Topological charge of polar skyrmions and merons, with centre-convergent BiFeO3 islands as the example

The polarisation P of a ferroelectric film has a direction wherever it does not vanish, and a map of directions over a plane can wrap the unit sphere. Today I derive the number that counts this wrapping, show when it is an integer, a half-integer or neither, and then show what it cannot see, namely the bound charge.

1. Premises and conventions

First, P(x, y) is a smooth coarse-grained field on a slice z = const of the film. Second, |P| > 0 everywhere on the slice, so n = P/|P| exists and is smooth. Third, x, y, z are right-handed, z is the film normal pointing away from the substrate, and the azimuth φ of the position (r, φ) runs anticlockwise seen from +z. I write

n = (sin θ cos Φ, sin θ sin Φ, cos θ),

with θ measured from +z. The topological charge is defined as

Q = (1/4π) ∫ q dx dy, q = n · (∂x n × ∂y n). (1)

A small rectangle dx dy is carried onto a parallelogram on the unit sphere with edges ∂x n dx and ∂y n dy. Its area, projected on the outward normal n, is q dx dy. So Q is the signed solid angle swept by n, in units of 4π. The sign follows from the third premise, and some authors use the opposite one.

2. The density in angular variables

By the chain rule, ∂i n = (∂n/∂θ) ∂iθ + (∂n/∂Φ) ∂iΦ, with

∂n/∂θ = (cos θ cos Φ, cos θ sin Φ, −sin θ),
∂n/∂Φ = sin θ (−sin Φ, cos Φ, 0).

Their cross product is sin θ (sin θ cos Φ, sin θ sin Φ, cos θ) = sin θ n. In ∂x n × ∂y n the products of a vector with itself vanish and the two mixed terms come with opposite order, so

q = sin θ (∂xθ ∂yΦ − ∂yθ ∂xΦ). (2)

The bracket is the Jacobian ∂(θ, Φ)/∂(x, y). Jacobians multiply, and ∂(r, φ)/∂(x, y) = 1/r, hence

q = (sin θ / r)(∂rθ ∂φΦ − ∂φθ ∂rΦ). (3)

3. The axial ansatz

Take θ = θ(r) and Φ = mφ + γ. The field must return to itself when φ grows by 2π, so the vorticity m is an integer. The constant γ is the helicity. For m ≠ 0 the in-plane direction at r = 0 depends on the direction of approach, so smoothness forces sin θ(0) = 0. The core points straight up or straight down, and I call p = cos θ(0) = ±1 the polarity.

With ∂φθ = 0 and ∂φΦ = m, equation (3) gives q = m sin θ θ′(r)/r. The area element r dr dφ cancels the 1/r, the φ integral gives 2π, and sin θ θ′ = −d(cos θ)/dr. Therefore

Q = (m/2) ∫ sin θ θ′ dr = (m/2)[cos θ(0) − cos θ(∞)] = (m/2)[p − cos θ∞]. (4)

Here θ∞ is the value far away, or at the rim of the region over which we integrate. Only the end points of θ(r) survive.

If the far field is uniform, then for m ≠ 0 it must again have sin θ∞ = 0. With cos θ∞ = −p we have a skyrmion, Q = mp. With cos θ∞ = +p, Q = 0, however often θ turns in between. If the far field lies in the plane, θ∞ = π/2, we have a meron, Q = mp/2, a half-odd integer for odd m. For any other θ∞, Q is a fraction set by the material.

As a test, take m = 1 and θ = 2 arctan(a/r), with core down and background up. Then sin θ = 2ar/(r² + a²), θ′ = −2a/(r² + a²), q = −4a²/(r² + a²)², the area integral is −4π, and Q = −1 = mp.

The helicity dropped out on differentiation. Geometrically, changing γ rotates every n about z by the same angle, and a rotation of the sphere preserves signed area.

Question: What if the helicity varies with radius, as in a twisted bubble?

Then ∂rΦ = γ′(r) is not zero, but in (3) it multiplies ∂φθ, which is zero. Equation (4) stands unchanged.

4. Beyond axial symmetry

Real textures are not round, so I need a version of (4) that does not assume it. Define the in-plane vector field A = (1 − cos θ)∇Φ. Its curl is ∂x[(1 − cos θ)∂yΦ] − ∂y[(1 − cos θ)∂xΦ], which equals (2) because the mixed second derivatives of Φ cancel. Since nx∇ny − ny∇nx = sin²θ ∇Φ, we may also write A = (nx∇ny − ny∇nx)/(1 + nz), which is smooth except where n = −z.

Let those be isolated points k; an arbitrarily small deformation in the interior secures this and changes Q continuously. Cut a small circle around each and apply Green's theorem to what remains. On each circle 1 − cos θ → 2 and Φ winds by 2π mk with integer mk, and an inner boundary enters with a minus sign:

Q = (1/4π) ∮ (1 − cos θ) dΦ − Σk mk, (5)

with the outer loop run anticlockwise. If n is constant on the outer loop, choose the polar axis along that constant direction, which leaves (1) unchanged. The loop integral vanishes and Q = −Σ mk is an integer. A quantity that is continuous and integer cannot change under any smooth deformation that keeps |P| > 0 and the boundary fixed. That is the whole content of topological protection.

The same steps with (−1 − cos θ)∇Φ, which is smooth except at n = +z, cover the other pole. So if n never reaches the pole −p inside the loop,

Q = (1/4π) ∮ (p − cos θ) dΦ. (6)

For constant θ on the loop and winding m, this is (4) again, however unevenly Φ advances. Equation (6) also shows what holds a meron at one half: the rim must lie on the equator, as in-plane anisotropy can enforce. Tilt the rim and Q moves continuously. What stays an integer is m = (1/2π)∮dΦ, as long as the in-plane part of P does not vanish on the loop.

Question: The film has a thickness. Which slice do you mean?

In three dimensions q is the z component of J = sin θ ∇θ × ∇Φ, which is locally the curl of (p − cos θ)∇Φ and so has no divergence where n is smooth. Two slices then have the same Q unless J leaks through the side of the volume between them or P has a zero there, a Bloch point. The polar skyrmions in PbTiO3/SrTiO3 superlattices reported by Das and co-workers in 2019 illustrate this. They were described as radial near the two interfaces and circulating in the middle of the layer, so γ changes with height, while Q is the same in each slice.

Question: Does the sign of Q tell me the handedness?

No. P is a polar vector. The mirror x → −x sends φ → π − φ and Φ → π − Φ, so Φ becomes mφ + π(1 − m) − γ. For m = 1 this is γ → −γ with θ untouched. The two circulating textures γ = ±π/2 with the same p are mirror images with the same Q. Reversing P at every point is different. The triple product is odd in n, so Q → −Q, with p → −p and γ → γ + π.

5. Bound charge

The bound volume charge is ρb = −∇·P, and a surface with outward normal s carries σb = P·s. Let f(r) = |P| sin θ be the in-plane magnitude, and ψ = Φ − φ = (m − 1)φ + γ the angle from the radial direction to the in-plane polarisation. The radial and azimuthal components are Pr = f cos ψ and Pφ = f sin ψ. The in-plane divergence in polar coordinates is

(1/r)∂r(r Pr) + (1/r)∂φ Pφ = (f′ + f/r) cos ψ + (m − 1)(f/r) cos ψ,

so the in-plane part of the bound charge is

ρ∥ = −(f′ + m f/r) cos[(m − 1)φ + γ]. (7)

For m = 1,

ρ∥ = −cos γ (1/r) d(r f)/dr. (8)

The radial function is fixed by the profile, and the helicity enters only as cos γ. Centre-divergent textures have γ = 0, centre-convergent ones γ = π, both called Néel type and maximally charged with opposite signs. The Bloch type, γ = ±π/2, has no in-plane bound charge. Integrating (8) over a disc gives the enclosed charge per unit thickness,

λ(r) = −2π r f(r) cos γ. (9)

For a skyrmion with r f → 0 the rings of charge sum to zero. For a meron-like texture f tends to a constant, λ grows in proportion to r, and the opposite charge sits on the side wall. For m ≠ 1 the cosine in (7) integrates to zero around every circle. The charge forms a multipole pattern, and γ only rotates it.

Question: You said in-plane part. What is left out?

The term −∂z Pz, and the sheets ±Pz on the top and bottom faces. For a texture uniform in z the first is zero and the second does not depend on γ. The electrostatic energy is quadratic in the charge, so for m = 1 at fixed profile U(γ) = U0 + U1 cos γ + U2 cos²γ, with U2 > 0 because it is a self-energy. U1 is the interaction of the face charges with the charges proportional to cos γ. The former are odd and the latter even under reflection in the midplane, so U1 = 0 in symmetric surroundings, and unscreened electrostatics then favours the Bloch type. An electrode on one side only makes U1 non-zero, and it is odd in the sign of Pz. Its sign needs the actual electrostatic problem, which I do not solve here.

6. Centre-convergent domains in a BiFeO3 island

Rhombohedral BiFeO3 has P along one of the eight pseudocubic ⟨111⟩ directions. Take a square island of side L and height t on a (001) surface with edges along [100] and [010]. In the centre-convergent state four variants with the same out-of-plane component fill the four quadrants, each with its in-plane part pointing along a diagonal to the centre. I assume the common component points down. Then P points into the island on the top face and on the side faces, all exposed faces carry negative bound charge, and one kind of positive surface charge can compensate them all. Reversing P everywhere gives the centre-divergent, upward state with opposite Q.

So m = 1, γ = π on the diagonals, and p = −1. In the domains cos θ = −1/√3, which is θ = 125.3°. Neighbouring variants have n·n′ = 1/3, an angle of 70.5°, the nominal 71° wall. The rim is at neither a pole nor the equator, so this is neither a skyrmion nor a meron in the sense of section 3.

Suppose first that θ keeps its domain value all around the rim, which means that across a wall P rotates about z with |P| and Pz both fixed. With κ the ratio of |Pz| to one in-plane component in the domains, cos θ∞ = −κ/√(2 + κ²), and (6) gives

Qcap = −(1/2)[1 − κ/√(2 + κ²)], (10)

which is −0.211 for κ = 1.

Now the other natural wall, in which only the component normal to the wall changes and passes through zero. A model field for the whole island is

P = P0 (−a, −b, −κ), a = tanh(x/w), b = tanh(y/w), (11)

with 2w the wall width. For κ = 1, |P| falls to √(2/3) = 0.816 of its domain value in the middle of a wall and to 1/√3 = 0.577 at the core. It never vanishes, so the second premise holds.

Since ∂iP = n ∂i|P| + |P| ∂i n and terms along n drop out of a triple product with n, q = P·(∂xP × ∂yP)/|P|³. Here ∂xP = P0(−a′, 0, 0) and ∂yP = P0(0, −b′, 0), whose cross product is P0² a′b′ along +z. Thus

q = −κ a′b′/(a² + b² + κ²)^(3/2).

Because a′ dx = da and b′ dy = db, the shape and width of the wall profile disappear. The variables a and b run from −u to u with u = tanh(L/2w), and the integrand is even in both. The b integral is

∫₀ᵘ κ db/(a² + b² + κ²)^(3/2) = κu/[(a² + κ²)√(a² + u² + κ²)],

and this is the a derivative of arctan[au/(κ√(a² + u² + κ²))], as differentiation confirms. Four quadrants divided by 4π give

Qquad = −(1/π) arctan[u²/(κ√(2u² + κ²))]. (12)

For L ≫ w, u = 1, and κ = 1 gives arctan(1/√3) = π/6, so Qquad = −1/6 = −0.167. This can be seen without integrals. The tip of P sweeps the square |Px|, |Py| ≤ P0 at Pz = −P0, one face of a cube seen from its centre, and six equal faces share the sphere. As κ → 0 both (10) and (12) tend to −1/2, the true meron. As κ → ∞ both vanish.

Question: So which is it, −0.211 or −0.167?

That depends on the interior of the walls where they cross the rim. In (11) n moves between neighbouring variants on a great circle that dips to θ = 135°, and in (10) it moves on a circle of latitude. The difference is 0.045, or 27 per cent of 1/6, so it is not a small correction. A real wall need not lie between the two cases either. Q of this island is a geometric quantity and not a quantised one, and the protected integer is m = 1. One practical consequence: on a grid, Q is commonly evaluated as a sum of signed solid angles of geodesic triangles between neighbouring points. A grid too coarse to resolve the wall imposes the great-circle path and returns (12) whatever the wall really does.

The bound charge of (11) is

ρb = (P0/w)[sech²(x/w) + sech²(y/w)], (13)

positive and confined to a cross of two head-to-head walls. Since ∫sech²(x/w) dx = 2w, each wall carries σ = 2P0 per unit area, and the island holds 2 × L t × 2P0 = 4 L t P0. Vertical side faces carry σb = −P0 over the area 4Lt, the same amount with opposite sign.

The cos γ law survives the loss of axial symmetry. Replace the in-plane part of (11) by P0(a cos γ − b sin γ, a sin γ + b cos γ), the field (a, b) rotated by γ. Since a depends only on x and b only on y, the divergence is P0 cos γ (a′ + b′), while q is unchanged. The value γ = π is (11). The values γ = ±π/2 give the four-domain vortex with neutral 71° walls and the same Q. Only multiples of π/2 place the domains on ⟨111⟩ directions. The field P0(−a, b, −κ) has m = −1 and the opposite Q, with one wall head-to-head and the other tail-to-tail.

Question: How well does the round formula (9) do for the square pattern?

A disc of radius r ≫ w contains two wall segments of length 2r, so λ = 8rP0. Equation (9) with f = √2 P0 and γ = π gives 2π√2 rP0. The ratio is 2√2/π = 0.900, which is the average of the cosine of the misalignment from the radial direction as it runs from −45° to +45° within a quadrant.

7. Range of validity

Equations (1) to (6) need a smooth n. The texture must vary slowly on the scale of the unit cell, and |P| must stay above zero. In a ferroelectric |P| is soft, a local zero costs a finite energy, and the lattice cuts off the gradient energy. Integer Q therefore means an energy barrier against passing a Bloch point through the film, not a prohibition. Equation (4) needs θ = θ(r), or by (6) constant θ on the rim. A uniform rim is sufficient for integer Q but not necessary. An in-plane rim gives Q = mp/2 by (6), an integer for even m (m = 2 gives Q = ±1) and half-odd for odd m, and this value stays fixed as long as the rim stays in the plane. Otherwise Q follows the rim values continuously and is not quantised. For an island with sloping facets or relaxing strain the rim values change with height, J leaks through the side, and Q depends on the slice. Equations (7) to (9) give the in-plane bound charge only, for constant γ. With γ(r), equation (9) holds with the local helicity. None of them says how the charge is screened. The field (11) is an interpolation, not a minimiser of a free energy.

8. Numbers

The inputs are typical values for bulk-like BiFeO3, |P| = 100 µC/cm² along ⟨111⟩, pseudocubic lattice constant 3.96 Å and band gap 2.7 eV, together with assumed values, relative permittivity 50, L = 200 nm, t = 40 nm and w = 2 nm. Then L/2w = 50 and u = 1 to any precision that matters.

For κ = 1, P0 = |P|/√3 = 57.7 µC/cm² and σ = 2P0 = 115 µC/cm². That is 7.2 × 10¹⁴ elementary charges per cm², or 1.1 per pseudocubic cell face. The peak density P0/w in a wall is 1.8 × 10²¹ elementary charges per cm³, or 0.11 per cell, and twice that at the crossing. The whole cross holds 4LtP0 = 18 fC.

Unscreened, a sheet of this charge gives a field σ/(2ε0εr) = 13 MV/cm on either side, which drops a potential equal to the gap within about 2 nm. That distance is comparable with w, so this is an order-of-magnitude statement, but it is enough. The bound charge cannot stand bare in an island tens of nanometres thick. Electrons, or negatively charged defects, must cancel most of it. The vortex with γ = ±π/2 needs no such screening in its walls and has the same Q.

These numbers are the model's, not the material's. |P| was chosen at its typical bulk value, so σ is typical by construction and tests nothing. In-plane compression from a substrate typically tilts P towards the normal, so for a strained island κ = 1 overestimates |Q|. With an assumed κ = 1.5 and the same |P|, P0 = |P|/√(2 + κ²) = 48.5 µC/cm² and σ = 97 µC/cm², lower by 16 per cent, while Qquad = −0.100, smaller in size by 40 per cent, and Qcap = −0.136. Through all these changes m = 1, p = −1 and the positive sign of the wall charge, set by cos γ = −1, stay fixed.